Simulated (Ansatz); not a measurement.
Sn: the change of energy less free atoms and pressure with volume scale

All results are calculated (Ansatz 0.2.0). Periodic Kohn-Sham DFT of a crystal at fixed atoms, scaled to volume_scale times the given cell; pressure positive in compression, energy less spherical unpolarised free atoms, largest_vzz the field gradient of largest size among the nuclei.

The cell before it is scaled or strained (space group I4_1/amd, No. 141):
```
cell vectors (Å)
  -2.9159     2.9159     1.5907
   2.9159    -2.9159     1.5907
   2.9159     2.9159    -1.5907
atoms (fractions of the cell vectors)
Sn  0.00000  0.00000  0.00000
Sn  0.75000  0.25000  0.50000
```

Settings of every row: method all-electron LAPW; functional LDA; relativity scalar; k mesh 15x15x15; filling fermi-dirac; smearing width 0.05 eV; basis error target 0.5 meV/atom; nucleus gaussian.

Atom start moment: 0 on all atoms.

| row | volume scale | V (Å³/atom) | energy less free atoms (eV/atom) | pressure (GPa) |
| --- | --- | --- | --- | --- |
| 1 | 0.94 | 25.427 | -4.4748 | 1.894 |
| 2 | 0.9405 | 25.44 | -4.4749 | 1.858 |
| 3 | 0.96 | 25.964 | -4.4788 | 0.518 |
| 4 | 0.98 | 26.509 | -4.4784 | -0.702 |
| 5 | 0.99 | 26.779 | ? | ? |
| 6 | 1 | 27.048 | -4.4742 | -1.784 |
| 7 | 1.01 | 27.32 | -4.4708 | -2.278 |
| 8 | 1.02 | 27.587 | -4.4665 | -2.743 |
| 9 | 1.04 | 28.132 | -4.4558 | -3.594 |
| 10 | 1.06 | 28.673 | -4.4424 | -4.347 |

Question: what energy less free atoms and pressure should row 5 give?

Worked fit of energy less free atoms. Take u = (V_r/V)^(2/3) − 1 with V_r = 27.048 Å³ an atom, which is twice the finite (Eulerian) strain; such expansions in the strain, on which the Birch-Murnaghan equation of state is built, carry the rest volume and the bulk modulus. The shown rows have u = 0.04206, 0.04171, 0.02764, 0.01351, 0, -0.00665, -0.01307, -0.02586, -0.03815. Least squares give energy less free atoms = −4.4742 − 0.4518 × u + 10.198 × u² + 5.1 × u³ eV/atom; a parabola predicts inner rows, each left out in turn, worse (root mean square 0.0001 against 5.5e-05 eV/atom). The rows lie off it by 0.0000, 0.0000, 0.0000, 0.0000, 0.0000, -0.0001, 0.0001, 0.0000, 0.0000. Its lowest point lies at u = 0.0218, or V = 26.19 Å³ an atom, and the curvature there gives the bulk modulus at fixed shape and fractions, B = (4/9)(1 + u)² E″(u)/V = 59.8 GPa. Letting shape and atoms relax would as a rule lower it, by much in layered, chain or molecular crystals. The withheld row has u = 0.00669, so the fit gives −4.4742 − 0.4518 × (0.00669) + 10.198 × (0.00669)² + 5.1 × (0.00669)³ = -4.4768 eV/atom.

The calculation gave -4.4768 eV/atom. The fit meets it to the printed digit.

Worked fit of pressure. Take u = (V_r/V)^(2/3) − 1 with V_r = 27.048 Å³ an atom, which is twice the finite (Eulerian) strain; such expansions in the strain, on which the Birch-Murnaghan equation of state is built, carry the rest volume and the bulk modulus. The shown rows have u = 0.04206, 0.04171, 0.02764, 0.01351, 0, -0.00665, -0.01307, -0.02586, -0.03815. Least squares give pressure = −1.7839 + 76.706 × u + 252.83 × u² GPa; a straight line predicts inner rows, each left out in turn, worse (root mean square 0.16 against 0.0066 GPa). The rows lie off it by 0.004, 0.003, -0.011, -0.001, 0.000, 0.005, 0.000, 0.004, -0.005 (root mean square 0.0049 GPa). The pressure vanishes at u = 0.0217, or V = 26.19 Å³ an atom, and there the bulk modulus at fixed shape and fractions is B = −V dP/dV = (2/3)(1 + u) dP/du = 59.7 GPa. Letting shape and atoms relax would as a rule lower it, by much in layered, chain or molecular crystals. The withheld row has u = 0.00669, so the fit gives −1.7839 + 76.706 × (0.00669) + 252.83 × (0.00669)² = -1.259 GPa.

The calculation gave -1.259 GPa. The fit meets it to the printed digit.
